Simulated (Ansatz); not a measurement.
# A series in volume scale on Ba

Plane-wave DFT, scalar-relativistic PAW made under PBE with cores redone for the functional, no dispersion; the given relaxed cell is scaled uniformly, energy at zero smearing counts from the unscaled cell, pressure at the given Fermi-Dirac smearing is positive in compression. The results are calculated, by Ansatz 0.2.0.

The cell before it is scaled or strained (space group Fd-3m, No. 227):
```
Ba
1.0
      0.0000     3.6431     3.6431
      3.6431     0.0000     3.6431
      3.6431     3.6431     0.0000
Ba
2
Direct
  0.12500 0.12500 0.12500
  0.87500 0.87500 0.87500
```

Settings of every row: spin polarised no; functional LDA; wave cutoff 420 eV; smearing width 0.1 eV; k mesh 9x9x9.

Atom starting moment: 0 on all atoms.

Limits: some atoms lie unusually close (a squeezed, shaken or made-up cell); no spin-orbit coupling, which can matter with elements this heavy.

```csv
row,volume scale,V (Å³/atom),pressure (GPa),energy change per atom (meV)
1,0.88,42.55,3.55,53.29
2,0.92,44.484,2.01,20.57
3,0.96,46.418,0.85,4.16
4,1.04,50.286,-0.65,4.91
5,1.08,52.22,?,?
6,1.12,54.154,-1.4,32.53
```

Question: what pressure should row 5 give?

Worked fit of pressure. Take u = (V_r/V)^(2/3) − 1 with V_r = 46.418 Å³ an atom, which is twice the finite (Eulerian) strain; such expansions in the strain, on which the Birch-Murnaghan equation of state is built, carry the rest volume and the bulk modulus. The shown rows have u = 0.05972, 0.02878, 0, -0.05196, -0.09766. Least squares give pressure = 0.857 + 36.61 × u + 139.1 × u² GPa; a straight line predicts inner rows, each left out in turn, worse (root mean square 0.39 against 0.026 GPa). The rows lie off it by 0.01, -0.02, -0.01, 0.02, -0.01. The pressure vanishes at u = -0.0260, or V = 48.29 Å³ an atom, and there the bulk modulus at fixed shape and fractions is B = −V dP/dV = (2/3)(1 + u) dP/du = 19.1 GPa. The withheld row has u = -0.07552, so the fit gives 0.857 + 36.61 × (-0.07552) + 139.1 × (-0.07552)² = -1.11 GPa.

The calculation gave -1.1 GPa. The fit lies 0.01 GPa (0.2 % of the column's range) below it, one unit of the last digit.

The other values of row 5: energy change per atom 16.4 meV.
